Q: I am looking at computed volumes of tantalum nitride under pressure, and the steps seem irregular. Between 9 and 16 GPa the volume change goes from −2.23 % to −3.80 %, and by 20 GPa it has only reached −4.65 %. Does something happen in the crystal near 16 GPa?

TaN in space group P-6m2, 2 atoms per cell, with cell and atoms relaxed at each pressure and the symmetry kept. Density functional calculations with Ansatz 0.2.0: LDA, plane-wave PAW, scalar-relativistic, no spin polarisation, cutoff 420 eV, k mesh 18×18×14, Fermi-Dirac smearing of 0.15 eV. Volume change is relative to the starting cell, 10.43 Å³ per atom.

```
pressure (GPa)  volume per atom (Å³)  volume change (%)
            -3                 10.52               0.81
             1                 10.40              -0.26
             2                 10.38              -0.52
             4                 10.32              -1.02
             6                 10.27              -1.52
             7                 10.25              -1.76
             9                 10.20              -2.23
            16                 10.03              -3.80
            20                  9.95              -4.65
            30                  9.74              -6.60
            40                  9.56              -8.37
```

A: The two steps have different widths, 7 GPa and 4 GPa. Divide each volume loss by its pressure step and you get 0.22 and 0.21 % of the zero-pressure volume per GPa. The irregularity disappears, and a steady decline remains. Taken from the unrounded volumes, the loss falls at every step, from 0.27 % per GPa at the low end to 0.18 % at the high end.

Q: And the row at −3 GPa, where the volume grows?

A: Negative pressure means that the crystal is pulled instead of squeezed, so it expands by 0.81 %. The row lies on the same curve as the others. It belongs to the softest part of that curve, for the same reason that the other end is the hardest.

Q: Then why does each further gigapascal take less volume?

A: Mostly because the crystal becomes stiffer. Stiffness against uniform squeezing is measured by the bulk modulus B, defined through

dP = −B dV/V

where P is the pressure and V the volume per atom. Taken from neighbouring rows, B rises from 375 GPa in the first step to 522 GPa in the last. A smaller effect helps: B fixes the fractional loss, and a compressed crystal has less volume left to lose a fraction of.

Q: What makes a crystal stiffer when it is squeezed?

A: Two forces balance at zero pressure. Bonding between tantalum and nitrogen pulls the atoms together. Confining the electrons costs kinetic energy, and the Pauli principle keeps the valence electrons out of the filled inner shells; both push the atoms apart. When the distances shrink, the push grows faster than the pull. If the bonds answered like simple springs, the crystal would stiffen only a little, because the same force acts on a shrinking area. Most of the stiffening comes from the push also steepening faster than the pull as the atoms come closer. Its lead therefore widens at an increasing rate, and each further bit of shortening needs a larger increase in pressure than the last.

This can be put into a minimal energy curve with an attractive and a repulsive term, r being the distance between atoms:

E = −A/r^m + C/r^n, with n > m

With V proportional to r³, the first derivative of E with respect to volume gives the pressure and the second gives B. At zero pressure B then rises with pressure at the rate

B' = dB/dP = (m + n + 6)/3

The steeper the forces, the faster the stiffening. Written as 1 + (m + n + 3)/3, the formula shows the two shares: the 1 is geometry and would be expected even for simple springs, and the rest comes from the bonds themselves hardening. This picture is an argument from theory, since the calculation gives total energies and does not separate push from pull.

Q: How fast does TaN stiffen?

A: A straight line through the moduli of the rows up to 9 GPa gives B0 = 380 GPa at zero pressure and B' = 4.2. In practical terms, 1 % less volume makes the crystal about 4 % stiffer. Since volume goes as the cube of length, 1 % off all distances makes it about 13 % stiffer. That is how the modulus can rise by more than a third although the mean distance at 40 GPa is only 2.9 % shorter than at zero pressure. This is an average over directions: in the relaxed cells the a edge shrinks by a slightly larger fraction than the c edge, so the crystal yields a little more within the hexagonal plane than along the axis.

Q: Is there a simpler system in which I can see the same thing?

A: Take a uniform gas of electrons held together by positive charges. Its kinetic energy grows as 1/r² and its electrostatic attraction as 1/r, so m = 1, n = 2 and B' = 3. Give this gas the same B0 as TaN and squeeze it to the volume of the 40 GPa row: it pushes back with 38 GPa, whereas a material of constant modulus would manage only 33 GPa. Even this simple balance of kinetic energy and attraction thus stiffens considerably when it is squeezed.

The analogy ends where the atoms begin, because the gas has neither inner shells nor directed bonds. TaN stiffens faster than the gas, and repulsion by the inner shells is a plausible reason, though no number here isolates it. Nor can the two exponents be read off, because B' fixes only their sum, and over this range the shape of the curve is expected to depend only weakly on how the sum is split.

Q: Can I estimate a volume by hand?

A: Yes, if you let the modulus rise in a straight line, B = B0 + B'P. Insert this in the definition of B and integrate from zero pressure, where the volume is V0:

ln(V/V0) = −(1/B') ln(1 + B'P/B0)

V/V0 = (1 + B'P/B0)^(−1/B')

For 40 GPa:

B'P/B0 = 4.2 × 40/380 = 0.44

V/V0 = 1.44^(−1/4.2) = 0.917

The estimated loss is 8.3 %, and the full calculation gives 8.37 %. This row was not used to find B0 and B', so the agreement tests the formula well beyond the range it came from. With a constant modulus the loss would have come out at 10 %.

Q: Where does the formula begin to fail?

A: It makes the crystal slightly too stiff at high pressure. In the last step it puts the modulus about 1 % above the computed value, because the real rise has slowed from 4.2 to 3.9 GPa per GPa. The two-term energy curve slows in the same way: under strong compression the repulsive term dominates, and B' sinks towards (n + 3)/3. The volume hardly notices, because it depends on 1/B summed over the whole rise in pressure, and B is clearly off only near the end. The analysis printed below gives the comparison for every row.

Q: How would I guess the curve for a related material or another method?

A: Compare B'P with B0. While the ratio is small, volume falls almost in proportion to pressure; once it approaches one, the curve bends strongly. For TaN it reaches only 0.44 at the top of the table, so the bend is clear but gentle. The same series with the PBE functional would usually start from a larger cell with a lower modulus. Each gigapascal would then take a little more volume, and the curve would bend in the same direction.

Q: Would my sample follow the computed curve?

A: I would trust its shape more than its absolute stiffness. LDA usually gives cells that are too small and too stiff, and here it was combined with atomic datasets made for PBE. The k mesh is a further uncertainty. The warning that metals like this one are sensitive to it comes from the data makers' tests on other systems, and this series uses a single mesh throughout, so it cannot show how large the effect is here. A smooth curve does not exclude an error shared by all rows. Thermal and zero-point motion, which usually soften a crystal, are absent.

The symmetry of the starting cell was kept throughout, so the runs could not show a distortion that breaks it, and the relaxed cells may be unstable against one. If your sample has another structure from the start, or changes to one under pressure, this curve does not describe it.

Printed output of the fit:

```
fit of bulk on 6 rows (pressure <= 9): constant 379.6 +/- 0.08, coefficient of pmid 4.245 +/- 0.016; rms 0.0994, worst 6 -0.149, leave-one-out rms 0.172
  rows outside the fit (model, value, miss): 16 432.6, 432, 0.579; 20 456, 454.7, 1.26; 30 485.7, 482.6, 3.08; 40 528.1, 522.1, 6.04
Steps from the row above and the stiffening model:
  row  mid pressure (GPa)  volume loss (% of V0 per GPa)  bulk modulus (GPa)  model volume change (%)
   -3                 n/a                            n/a                 n/a                   0.8071
    1              -1.006                         0.2673               375.2                  -0.2583
    2               1.493                         0.2581                 386                  -0.5196
    4               2.999                         0.2529               392.4                   -1.025
    6               4.999                         0.2462               400.9                   -1.518
    7               6.499                         0.2416               407.1                    -1.76
    9               7.998                         0.2371               413.4                   -2.233
   16                12.5                         0.2245                 432                   -3.803
   20                  18                         0.2106               454.7                   -4.643
   30                  25                         0.1956               482.6                   -6.587
   40                  35                         0.1772               522.1                   -8.341
Volume change at 40 GPa with a constant bulk modulus (%): -10
Largest miss of the stiffening model over all rows (percentage points): 0.02879
Volume loss per GPa, first step over last step (ratio): 1.508
Bulk modulus, last step over first step (ratio): 1.392
Remaining factor from the smaller volume itself (ratio): 1.084
Rise of bulk modulus per GPa between the last two steps: 3.949
Sum of the two exponents m+n that the low-pressure slope asks for: 6.734
Pressure of the electron-gas model at the volume of the 40 GPa row (GPa): 37.85
Pressure with constant bulk modulus at the volume of the 40 GPa row (GPa): 33.19
Mean change of length at 40 GPa, cube root of the volume ratio (%): -2.873
Work of compression from the 1 GPa row to the 40 GPa row (eV per atom): 0.1012
Rise of free energy between the same rows (eV per atom): 0.1009
Bulk modulus times volume at zero pressure (eV per atom): 24.71
```
